**Q:** I work with aluminium hydride precursors and chlorine etching, so I care about the step in which a chlorine atom takes a hydrogen from AlH₃. I have curves for it from six levels of theory, and they disagree about the hill in the middle. What exactly are they describing?

**A:** One hydrogen moves along a straight line from Al to Cl while the other atoms stand still. The scan distance is the Al–H distance, and the H–Cl distance shrinks by the same amount as it grows. Energies count from the row at 1.586 Å, where Cl is already about 2.2 Å from the hydrogen. The hill is therefore the top of a rigid cut, and its height isn't an activation energy. With Al and Cl held 3.77 Å apart, both bonds are forced long at the top; if Cl could move closer, the hill would be expected to shrink or vanish. At 1.475 Å the unpaired electron sits in an orbital along the Al–Cl axis, and no level includes spin-orbit coupling. It is still a fair place to compare methods, because all of them see the same geometries.

Ansatz 0.2.0 calculations with coupled cluster, MRCISD and B2PLYP in the cc-pVDZ basis for H transfer from AlH₃ to Cl (neutral doublet), with rigid fragments from PBE0/def2-TZVP. Noble-gas cores are left uncorrelated, and the MRCISD pair space holds 3 electrons in 3 orbitals. R marks a restricted open-shell reference and U an unrestricted one.

| scan distance (Å) | RCCSD, energy from the start of the scan (kJ/mol) | BCCD(T), energy from the start of the scan (kJ/mol) | MRCISD pair space, energy from the start of the scan (kJ/mol) | RCCSDT(Q), energy from the start of the scan (kJ/mol) | B2PLYP, energy from the start of the scan (kJ/mol) | UCCSDT, energy from the start of the scan (kJ/mol) |
| --- | --- | --- | --- | --- | --- | --- |
| 1.475 | 11.20 | 11.70 | 10.00 | 11.90 | 15.10 | 11.80 |
| 1.586 | 0.00 | 0.00 | 0.00 | 0.00 | 0.00 | 0.00 |
| 1.704 | 2.70 | 1.90 | 5.10 | 1.70 | -2.10 | 1.80 |
| 1.822 | 11.30 | 9.40 | 13.50 | 8.90 | 1.70 | 9.10 |
| 1.940 | 17.40 | 14.20 | 18.00 | 13.30 | 4.40 | 13.70 |
| 2.059 | 13.70 | 9.20 | 12.80 | 8.20 | -0.20 | 8.70 |
| 2.177 | -3.50 | -7.70 | -4.30 | -8.60 | -14.60 | -8.10 |
| 2.295 | -28.40 | -31.90 | -28.80 | -32.40 | -34.70 | -32.10 |
| 2.413 | -48.30 | -50.90 | -48.20 | -51.30 | -49.50 | -51.00 |

**Q:** Which column should I trust?

**A:** RCCSDT(Q) is the most complete treatment of electron correlation here, so I take it as the yardstick within this basis. At 1.940 Å, the top for every level, it gives 13.3 kJ/mol. RCCSD gives 17.4, about 31% too high. B2PLYP gives 4.4, about 67% too low.

**Q:** Start with RCCSD. Is it simply too high everywhere?

**A:** No, and the pattern is what gives the failure away. Subtract the RCCSDT(Q) column from the RCCSD column, row by row. The difference is 4.1 kJ/mol at the top, but it goes on growing to 5.5 at 2.059 Å, where the energy is already falling. By the last row it has shrunk to 3.0. An error that only followed the height of the hill would have turned back at the top.

**Q:** What is special about 2.059 Å?

**A:** It is the row closest to an even sharing of the hydrogen. The old Al–H bond and the new H–Cl bond are there stretched by nearly the same amount. Stretching brings bonding and antibonding orbitals closer in energy, so it costs less to excite electrons, and their motions become more strongly correlated.

RCCSD treats the correlated motion of pairs explicitly. Events in which three electrons move together enter only as products of simpler ones; the genuine three-electron part, called connected triples, is left out. With a bond pair and an unpaired electron all involved in the transfer, theory leads us to expect that this part grows when the hydrogen is shared.

**Q:** Do the numbers support that, or is it just a good story?

**A:** They support the role of triples. BCCD(T) adds them approximately and UCCSDT adds them in full. At 2.059 Å the miss falls from 5.5 kJ/mol to 1.0 and 0.5, and both levels stay within 1.0 of RCCSDT(Q) in every row. Both also use different orbitals from RCCSD. At 1.475 Å that change alone moves the total energy by less than 0.3 kJ/mol, but its effect wasn't separated at the other distances. That stretched orbitals are the reason for the growth remains an argument from theory.

The total energies say more. RCCSD lies about 10.1 kJ/mol above RCCSDT(Q) even at the start, but that part cancels when energies are counted from there. At 2.059 Å the shortfall is 10.1 + 5.5 = 15.6 kJ/mol. The error in the hill is thus the growth of a shortfall that is present all along.

**Q:** Could I have predicted where RCCSD would be worst?

**A:** You can estimate the place from bond lengths, if you assume that the error follows the sharing of the hydrogen. I make that assumption here after seeing the misses. Al and Cl are 3.77 Å apart, a relaxed Al–H bond is 1.58 Å long, and H–Cl is roughly 1.3 Å. Both bonds are equally stretched at R₀ = (3.77 + 1.58 − 1.3)/2 = 2.025 Å.

To get the whole curve, let each bond fade exponentially with its length, as in Pauling's bond order, with a decay length of roughly 0.3 Å. The fraction of the bonding that has moved to Cl at Al–H distance R is then

m = 1 / (1 + exp[−2(R − R₀)/0.3 Å]).

The degree of sharing is s = 4m(1 − m), which reaches 1 when the hydrogen is evenly shared. The RCCSD miss is written as a hump that follows s plus a step that follows m, both counted from the start. The step is there because the two ends of the path need not have the same shortfall. Fitting the two heights to all nine rows gives

miss ≈ 4.6 × (change in s) + 3.2 × (change in m), in kJ/mol.

**Q:** Show me one row.

**A:** Take 2.059 Å, which was part of the fit. There m is 0.56 and s is 0.99; at the start they are 0.05 and 0.19. The estimate is 4.6 × 0.80 + 3.2 × 0.51 ≈ 5.3 kJ/mol, against 5.5 from the table.

The typical deviation over the rows is about 0.2 kJ/mol, and the worst, about 0.3, is at the top of the hill. A step without the hump does much worse, with a typical deviation of 1.5. So a hump of some kind is needed, though the fit can't prove that it has this form or what causes it, and the two heights depend on the assumed decay length. The analysis printed below gives the details.

**Q:** Then why is the energy highest earlier, at 1.940 Å?

**A:** The energy also has a hump from the half-formed bonds, but it sits on a downhill slope, since the products lie lower. A downhill slope shifts a maximum towards the start. The RCCSD miss has its hump on an uphill step, which shifts the maximum slightly the other way. For a similar transfer, I would therefore look for the largest RCCSD error where the bonds are equally stretched, even if the energy peaks elsewhere.

**Q:** MRCISD gives 18.0 kJ/mol at the top, almost the same as RCCSD. It starts from several electron configurations. Doesn't that suggest the higher hill is right?

**A:** Not by itself, because the two errors grow in different ways. From the top onwards the curves stay within 0.9 kJ/mol of each other, but they differ by 2.4 at 1.704 Å, where MRCISD has already climbed to 5.1. Its error rises early and then stays nearly flat up to 2.059 Å, whereas the RCCSD error builds up gradually as the hydrogen becomes shared. Two wrong curves can cross near a hilltop.

An obvious suspect is that MRCISD leaves out most products of simultaneous pair excitations. The Davidson correction estimates their effect, and this curve doesn't include it. The correction is large, about 51 kJ/mol at 1.475 Å, but only its change along the path can alter the curve, and that change is too small to be the main cause of the miss. Nor does adding it repair the curve. At 1.475 Å the corrected total energy lies only about 0.7 kJ/mol above RCCSDT(Q), but further along the path there is a stretch where it lies 4 to 5 kJ/mol above.

That leaves the early rise without a tested explanation. The space of three orbitals may be too small, and MRCISD also lacks most of the three-electron events that reach outside it. The orbital optimisation behind it can also end on a higher solution than the best one, and I can't rule that out here.

**Q:** So is this a case where a single starting configuration breaks down?

**A:** The numbers point to a truncation that stops too early. If the single starting configuration were the main trouble, I would expect the coupled-cluster results to keep shifting as higher excitations are added. Instead, UCCSDT and RCCSDT(Q) differ by at most 0.5 kJ/mol in any row. Triples repair most of the error without a change to several configurations.

**Q:** And B2PLYP? It errs in the other direction.

**A:** Its first warning comes well before the hill. At 1.704 Å it lies 2.1 kJ/mol below the start, while every other level has begun to climb. Even counted from that low point, its climb to the top is only 6.5 kJ/mol, about half the RCCSDT(Q) height. Moving the zero therefore doesn't rescue it. It isn't too low throughout, though: in the first and last rows it lies above RCCSDT(Q), by 3.2 and 1.8 kJ/mol.

The usual suspect is delocalisation error. Approximate functionals tend to favour an electron or a hole spread over several atoms, and here the unpaired electron can spread from Cl over the Al–H bond. The miss sets in early and is largest at 1.940 Å, a little before the hydrogen is evenly shared. B2PLYP contains only part of the exact exchange that would counter this tendency. The explanation fits the low hill, but these curves don't test it. Nor can they separate it from errors in the second-order correlation term that B2PLYP also contains, which becomes less reliable when occupied and empty orbitals draw closer in energy. No dispersion term was added to the functional either, but with Al and Cl held in place that is unlikely to explain a miss of this size.

The basis matters here too. Coupled cluster needs a large basis to describe correlation, more so than a density functional does, and this basis is small. Part of the 8.9 kJ/mol gap at the top may therefore belong to the yardstick. The comparison of RCCSD with RCCSDT(Q) is safer, because both carry much the same burden.

**Q:** Would such errors matter for a process model?

**A:** Not directly, since the relaxed path may have little or no barrier. They do show the scale, should errors of this size sit on a true barrier. At 300 K the thermal energy is about 2.5 kJ/mol, so an error of 4.1 changes a rate by exp(4.1/2.5), a factor of about 5. The B2PLYP gap would change it by a factor of about 35.

**Q:** What should I check in my own curves?

**A:** Subtract one level from the next along the whole path, and see where the difference peaks. If it swells where the hydrogen is shared and adding triples removes most of it, the lower level was cut off too early. Agreement at the hilltop alone is weak evidence, as RCCSD and MRCISD show.

Output of the analysis:

```
fit of e_cc on 9 rows: coefficient of d_shared 4.586 +/- 0.19, coefficient of d_moved 3.249 +/- 0.17; rms 0.167, worst 1.94 0.263, leave-one-out rms 0.251
fit of e_cc on 9 rows: coefficient of d_moved 6.099 +/- 1.1; rms 1.52, worst 2.059 -2.42, leave-one-out rms 1.87
Misses against RCCSDT(Q) in kJ/mol:
    row  H-Cl distance in angstrom  RCCSD  RCCSD miss from model  absolute RCCSD shortfall  BCCD(T)  UCCSDT  MRCISD  B2PLYP
  1.475                      2.295   -0.7                -0.5238                     9.368     -0.2    -0.1    -1.9     3.2
  1.586                      2.184      0                      0                     10.07        0       0       0       0
  1.704                      2.066      1                  1.019                     11.07      0.2     0.1     3.4    -3.8
  1.822                      1.948    2.4                   2.61                     12.47      0.5     0.2     4.6    -7.2
   1.94                       1.83    4.1                  4.363                     14.17      0.9     0.4     4.7    -8.9
  2.059                      1.711    5.5                  5.285                     15.57        1     0.5     4.6    -8.4
  2.177                      1.593    5.1                  4.918                     15.17      0.9     0.5     4.3      -6
  2.295                      1.475      4                  3.971                     14.07      0.5     0.3     3.6    -2.3
  2.413                      1.357      3                  3.166                     13.07      0.4     0.3     3.1     1.8
Al-H distance at which both bonds are equally stretched, angstrom: 2.025
RCCSD miss at the top, percent of the RCCSDT(Q) height: 30.83
B2PLYP miss at the top, percent of the RCCSDT(Q) height: -66.92
B2PLYP climb from its own lowest early point to the top, kJ/mol: 6.5
That climb less the RCCSDT(Q) height, kJ/mol: -6.8
Largest BCCD(T) miss, percent of the largest RCCSD miss: 18.18
Growth of absolute RCCSD shortfall from start to its maximum, percent: 54.63
MRCISD less RCCSD at the top, kJ/mol: 0.6
MRCISD less RCCSD at 1.704 angstrom, kJ/mol: 2.4
Size of the Davidson correction at 1.475 angstrom, kJ/mol: 50.71
Largest MRCISD miss, percent of that correction: 9.268
Rate factor at 300 K for the RCCSD miss at the top: 5.174
Rate factor at 300 K for the B2PLYP miss at the top: 35.45
```
